The energy over the start is the electronic energy of a molecule in one arrangement of its atoms, less its energy in the relaxed starting arrangement. Here the molecule is a cation of two carbon atoms, one tin atom and five hydrogen atoms. A nudged elastic band joins its start and end by a chain of intermediate arrangements, called images, and relaxes them towards a path of low energy. The energies come from a semilocal density functional with the electrons kept in pairs.

Nudged elastic band for the singlet cation C₂H₅Sn⁺, calculated with Ansatz 0.2.0 at the spin-restricted BLYP/def2-SVP level without a dispersion correction. Seven images, one of them a climbing image, lie between the relaxed ends; the limit on the largest component of the band force is 0.05 eV/Å.

```tsv
row	energy over the start (eV)	path length (Å)	band force (eV/Å)
1	0.000	0.000	n/a
2	0.031	0.905	0.017
3	0.208	1.809	0.031
4	-1.507	3.080	0.030
5	-1.774	4.351	0.007
6	-1.386	5.622	0.006
7	-0.056	6.893	0.017
8	-1.464	8.164	0.005
9	-1.890	9.436	n/a
```

The path length combines the movements of all eight atoms into one distance. It is not their plain sum, but it is longer than the journey of any single atom. The band force is the largest component of the force that still moves an image when the search stops. On ordinary images it leaves out the downhill pull along the path. It tells how well the images have settled onto the path, but not how finely they trace a hill.

**The two ends**

At the start, the molecule is H₂C=C⁺–SnH₃. Its middle carbon has only two neighbours, the other carbon and the tin, which lie almost on a straight line with it. At the end, one hydrogen has moved from tin to this carbon, and the molecule is H₂C=CH–SnH₂⁺. The chemical change is thus one Sn–H bond broken and one C–H bond made.

The end lies 1.89 eV below the start, and ordinary bonding arguments explain the direction. Carbon's compact orbitals overlap better with hydrogen than tin's larger ones do, so the new bond is stronger than the old one. In the bonding formulas, the shortage of electrons also moves to a better place. A carbon with two neighbours bears a positive charge poorly, whereas tin holds its valence electrons less tightly and gives them up more easily.

The shape of the end product offers a further source of stability. The calculated structure is flat, so the empty 5p orbital on tin stands parallel to the π orbital of the C=C bond. Some π density can then flow towards tin and spread the charge. The table gives the total gain from these effects, not the share of each.

**Rows 1 to 3: a swing before a break**

The first step costs only 0.03 eV, and the second, of equal length, costs about 0.18 eV. The structures at the start and at the top show what kind of motion this is. The hydrogen that will migrate approaches the middle carbon from 3.02 to 1.90 Å. Its bond to tin meanwhile stretches by only about 0.12 Å.

The hydrogen therefore swings towards carbon while still held by tin. The three distances between tin, carbon and this hydrogen form a triangle, and the law of cosines gives its angle at tin. That angle closes from about 98° to about 57°. Bending a bond is usually much easier than stretching it, which fits the gentle start of the climb.

The hydrogen is best thought of as a hydride, a hydrogen that brings its bonding electron pair with it. The middle carbon has an empty p orbital in the plane of the CH₂ group, ready to receive that pair. At the top, the migrating hydrogen lies in just this plane. This position supports the picture. A Mulliken count, which is a rough way to assign electrons to atoms, puts about +0.55 e on tin at the top and almost no charge on the middle carbon. At the top, most of the electron shortage thus lies outside that carbon. No such count is given for the start, so how much of it has moved by then remains open.

Two limits explain why there is a hump at all on such a steeply downhill route. With the hydrogen in its normal place on tin, it is too far from the empty orbital to gain much from it. With the hydrogen close to carbon, the new bond more than repays the cost of bending the old one. Between these limits, the cost comes first and the gain follows, so the energy rises briefly before it falls.

**Row 3: early for one bond, not for another**

Row 3 is the highest image, 0.21 eV above the start. During the search it was driven uphill along the path, and a vibrational check found it to be a first-order saddle: the energy falls in one direction of motion and rises in the others. It is therefore the better established of the two hilltops. The thermal energy at room temperature is roughly 0.026 eV, so the barrier is about eight times as large.

The position of this top follows a familiar rule. If start and end had equal energies and similar bonds, the top would lie near the middle of the change. If the reaction were made ever more downhill, the top would move towards the start and finally vanish into it. A small hump before a large drop belongs near the second limit.

The bonds agree only in part. At the top, the Sn–H distance has completed 11 % of its final lengthening, so bond breaking has barely begun. The C–H distance has already completed 58 % of its shortening. The top is early for the breaking bond but not for the approach of the hydrogen.

The tin–carbon bond is further ahead still. It shrinks from 2.26 Å at the start to 2.12 Å at the top, almost its final length. A hydrogen that bridges two atoms shares one electron pair with both, which can help to hold them close. Such bridging is a possible explanation for the early contraction, though the distances alone do not establish it.

For a related hydride shift, the first question is where the positive charge begins and where it ends. The more the move relieves a poorly stabilised centre, the earlier and lower the hump tends to be. The second question is how far the hydrogen must swing before it reaches the empty orbital. Even a strongly favourable shift can keep a small barrier if this bending is costly.

**Rows 4 and 5: the fall into a valley**

Between rows 3 and 4 the energy drops by 1.7 eV, the largest change between neighbouring rows. This is the payoff expected once the hydrogen forms its full bond to carbon. Row 5 is lower again and lies only 0.12 eV above the end. In energy, the reaction is nearly complete a little less than halfway along the path.

This closeness suggests that row 5 is already the product in all but detail, rather than a separate intermediate. That reading is an inference from the energy. Relaxing the arrangement of row 5 without the band would test it. The rest of the path then needs a reason of its own, because the product seems to have formed before the second climb begins.

**Rows 6 to 8: a hill that the reaction may not need**

From row 5 to row 7 the energy rises by 1.7 eV, far more than the first barrier. The clue lies in the two hydrogens of the CH₂ group. At the top of the first hill, one of them is the nearer to the migrating hydrogen, at 2.84 Å. In the final structure the other is the nearer, at 2.50 Å.

The two CH₂ hydrogens have thus exchanged places. Since they are identical atoms, the exchange leads to the same molecule with its atoms numbered differently. It makes no new substance. Once past the first top, the band must still carry it out, because it has to bring each numbered atom to its place in the chosen end structure. Had the migrating hydrogen swung in on the other side of the middle carbon, the same product would have formed without any need for the exchange.

The likeliest way to make the exchange is to turn the CH₂ group by half a turn about the C=C bond. In the flat molecule, the p orbitals of the two carbons stand parallel and form the π bond. At a quarter turn they stand at right angles and their overlap vanishes. The energy should therefore rise to a maximum near the quarter turn and fall again as the molecule becomes flat.

This picture has a consequence that can be checked against the table without adjustable constants. If φ is the angle of twist and the rest of the molecule adapts in the same way on both sides, then

E(φ) = E(180° − φ).

Suppose that row 7 lies at the quarter turn. Rows 5 and 9 are equally far from it along the path, so they should have equal energies.

Row 9 lies at −1.890 eV, and the symmetry would give row 5 the same energy. The calculated value is −1.774 eV, a miss of 0.116 eV. Relative to the 1.834 eV climb from row 9 to row 7, the miss is about 6 %. Rows 6 and 8, which should also match, differ by 0.08 eV.

The hill is therefore nearly symmetric, as a twist between two equivalent forms requires. The remaining difference may come from the tin end. At the first top, the two hydrogens that stay on tin lie on either side of the CH₂ plane, but in the final structure they lie in the plane of the molecule. The SnH₂ group must therefore make a quarter turn of its own, and row 5 may not have finished it.

The test has a clear limit, however. Any other symmetric route to the same exchange would pass it as well. The migrating hydrogen could, for instance, return to tin and come back to the other side of the carbon. The twist is therefore the likeliest reading, not a demonstrated one.

**How far to trust the two heights**

The height of row 7 is much less certain than that of row 3. It was neither driven to the exact top nor checked by vibrations, and its neighbours on the path are 1.27 Å away. A sharp summit could lie between the images. Row 7 is 0.26 eV lower than row 3, so the order of the two true summits is not settled by the order of these images.

The forced pairing of electrons adds a second doubt, and two limits show why. If the twist left one electron on each carbon, a calculation with paired electrons would put the energy too high. If both electrons moved into a bond between the middle carbon and tin, leaving the CH₂ carbon positive, pairing would be a fair description. Which limit is closer has not been tested, so the second hill is best read as a rough indication.

The first barrier has other limits. Semilocal functionals tend to place barriers too low. The energies also leave out zero-point motion, which often lowers the barrier when a hydrogen moves. A Sn–H stretch holds roughly 0.1 eV of zero-point energy, but this bond is still largely intact at the top, so probably only part of that is lost. Even a part could matter for a barrier this small.

In an estimate of the reaction rate, the two hills need different treatment. The first belongs to the conversion itself and would enter an estimate of its rate. The second, if it is the twist, merely exchanges identical hydrogens in a product that has already formed. Adding it to the cost of the conversion would mistake the numbering of atoms for chemistry.
